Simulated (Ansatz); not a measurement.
Sn: pressure and energy change per atom against volume scale

All results are calculated (Ansatz 0.2.0). Plane-wave DFT, scalar-relativistic PAW made under PBE with cores redone for the functional, no dispersion; the given relaxed cell is scaled uniformly, energy at zero smearing counts from the unscaled cell, pressure at the given Fermi-Dirac smearing is positive in compression.

The cell before it is scaled or strained (space group P6/mmm, No. 191):
```
cell vectors (Å)
   5.6970     0.0000     0.0000
  -2.8485     4.9337     0.0000
   0.0000     0.0000     3.3097
atoms (fractions of the cell vectors)
Sn  1.00000  1.00000  0.00000
Sn  0.33333  0.66667  0.50000
Sn  0.66667  0.33333  0.50000
```

Settings of every row: spin polarised no; functional BLYP; wave cutoff 420 eV; smearing width 0.1 eV; k mesh 7x7x11.

Atom starting moment: 0 on all atoms.

Limits: the cell comes from a prototype or a list of computed structures and needn't be the stable phase.

| row | volume scale | V (Å³/atom) | pressure (GPa) | energy change per atom (meV) |
| --- | --- | --- | --- | --- |
| 1 | 0.88 | 27.288 | 5.76 | 58.13 |
| 2 | 0.92 | 28.528 | ? | ? |
| 3 | 0.96 | 29.769 | 1.46 | 4.92 |
| 4 | 1.04 | 32.249 | -1.27 | 5.69 |
| 5 | 1.08 | 33.49 | -2.23 | 19.78 |
| 6 | 1.12 | 34.73 | -3 | 40.51 |

Question: what pressure and energy change per atom should row 2 give?

Worked fit of pressure. Take u = (V_r/V)^(2/3) − 1 with V_r = 32.249 Å³ an atom, which is twice the finite (Eulerian) strain; such expansions in the strain, on which the Birch-Murnaghan equation of state is built, carry the rest volume and the bulk modulus. The shown rows have u = 0.1178, 0.05479, 0, -0.02486, -0.04821. Least squares give pressure = −1.284 + 42.374 × u + 147.43 × u² GPa; a straight line predicts inner rows, each left out in turn, worse (root mean square 0.5 against 0.034 GPa). The rows lie off it by 0.01, -0.02, 0.01, 0.02, -0.02. The pressure vanishes at u = 0.0276, or V = 30.96 Å³ an atom, and there the bulk modulus at fixed shape and fractions is B = −V dP/dV = (2/3)(1 + u) dP/du = 34.6 GPa. Letting shape and atoms relax would as a rule lower it, by much in layered, chain or molecular crystals. The withheld row has u = 0.08517, so the fit gives −1.284 + 42.374 × (0.08517) + 147.43 × (0.08517)² = 3.39 GPa.

The calculation gave 3.36 GPa. The fit lies 0.03 GPa (0.34 % of the column's range) above it; its largest miss of a shown row is 0.02 GPa.

Worked fit of energy change per atom. Take u = (V_r/V)^(2/3) − 1 with V_r = 32.249 Å³ an atom, which is twice the finite (Eulerian) strain; such expansions in the strain, on which the Birch-Murnaghan equation of state is built, carry the rest volume and the bulk modulus. The shown rows have u = 0.1178, 0.05479, 0, -0.02486, -0.04821. Least squares give energy change per atom = 5.396 − 391.302 × u + 7113.19 × u² meV; a straight line predicts inner rows, each left out in turn, worse (root mean square 24 against 0.65 meV). The rows lie off it by 0.12, -0.39, 0.29, 0.26, -0.28 (root mean square 0.28 meV). The withheld row has u = 0.08517, so the fit gives 5.396 − 391.302 × (0.08517) + 7113.19 × (0.08517)² = 23.67 meV.

The calculation gave 23.18 meV. The fit lies 0.49 meV (2.1 % of the value, 0.92 % of the column's range) above it; its largest miss of a shown row is 0.39 meV.
